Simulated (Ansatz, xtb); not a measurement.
**BGaH2O: which of two isomers lies lower**

Structure X: `O=[B][GaH2]`, a singlet. Structure Y: `B[O][Ga]`, a singlet. Both are isolated molecules in the gas phase, relaxed with PBE0-D3(BJ)/def2-SVP; the shapes shown needn't be the lowest conformers.

X (Å):

```xyz
5

B    -0.1508    1.7435    1.4843
Ga    1.6971    0.7907    1.5512
O    -1.2210    2.2952    1.4455
H     2.9787    1.6068    1.1848
H     1.7530   -0.7152    1.9660
```

Y (Å):

```json
{"atom": "B", "x (Å)": "0.9566", "y (Å)": "0.2840", "z (Å)": "-1.0320"}
{"atom": "Ga", "x (Å)": "-1.7009", "y (Å)": "-0.9252", "z (Å)": "0.1874"}
{"atom": "O", "x (Å)": "-0.1660", "y (Å)": "-0.2267", "z (Å)": "-0.5176"}
{"atom": "H", "x (Å)": "1.8829", "y (Å)": "-0.4532", "z (Å)": "-1.3249"}
{"atom": "H", "x (Å)": "1.0540", "y (Å)": "1.4868", "z (Å)": "-1.2079"}
```

Q: Estimate E(Y) − E(X) at the level CCSD(T)/def2-TZVPP.

A: Calculated at CCSD(T)/def2-TZVPP: E(Y) − E(X) = −20.2 kcal/mol, so structure Y lies lower.

Level by level:

| level | geometry | E(Y) − E(X) (kcal/mol) | departure from the last row (kcal/mol) | job, with rough time for the two |
| --- | --- | --- | --- | --- |
| GFN2-xTB | GFN2-xTB | −77.4 | −57.2 | optimisation, 0.1 s |
| HF/STO-3G | GFN2-xTB | −9.4 | +10.8 | single point, 0.8 s |
| r2SCAN-D4/def2-SVP | GFN2-xTB | −22.3 | −2.2 | single point, 1.5 s |
| PBE0-D3(BJ)/def2-SVP | PBE0-D3(BJ)/def2-SVP | −23.4 | −3.2 | optimisation, 11 s |
| HF/def2-TZVPP | PBE0-D3(BJ)/def2-SVP | −28.4 | −8.2 | part of the CCSD(T) run |
| MP2/def2-TZVPP | PBE0-D3(BJ)/def2-SVP | −18.6 | +1.6 | part of the CCSD(T) run |
| CCSD(T)/def2-TZVPP | PBE0-D3(BJ)/def2-SVP | −20.2 |  | single point, 22 s |

As drawn, Y has 1 B–O, 1 Ga–O, 2 B–H in place of 1 B=O, 1 B–Ga, 2 Ga–H.

None of the levels shown reverses the order. The largest departure from CCSD(T)/def2-TZVPP is that of GFN2-xTB, 57.2 kcal/mol.

With harmonic frequencies from PBE0-D3(BJ)/def2-SVP (ideal gas, rigid rotor, one conformer each, 298.15 K, 1 atm): on the last row, ΔE + ΔZPE = −17.9, ΔH = −17.8, ΔG = −18.4 kcal/mol.

The correlated steps freeze 11 core orbitals; the filled d shell of Ga is correlated, in a basis made for valence electrons. Programs: Ansatz 0.2.0, xtb 6.7.1; the last row on 1 thread of Intel(R) Xeon(R) 6975P-C (Granite Rapids) on a shared host.

The gallium(I) boryloxide Y lies clearly below the oxoboryl gallane X, by 20.2 kcal/mol at the CCSD(T) level. Moving both hydrogens from gallium to boron replaces weak Ga–H bonds with stronger B–H bonds, and a polar Ga–O bond takes the place of the weak, nearly covalent B–Ga bond. Gallium can accept this because its contracted 4s pair makes the +1 state accessible. The price is the very strong B–O multiple bond of X, only partly recovered in Y by oxygen lone-pair donation into the empty boron p orbital.

Correlation narrows the Hartree–Fock gap, probably because it stabilises the compact multiple bond of X more. Zero-point energy also favours X, as expected when stiff B–H stretches replace softer Ga–H ones, but neither effect threatens the order. The result supports a thermodynamic preference between these two singlets; it does not show how readily X would rearrange, since no barrier was computed.
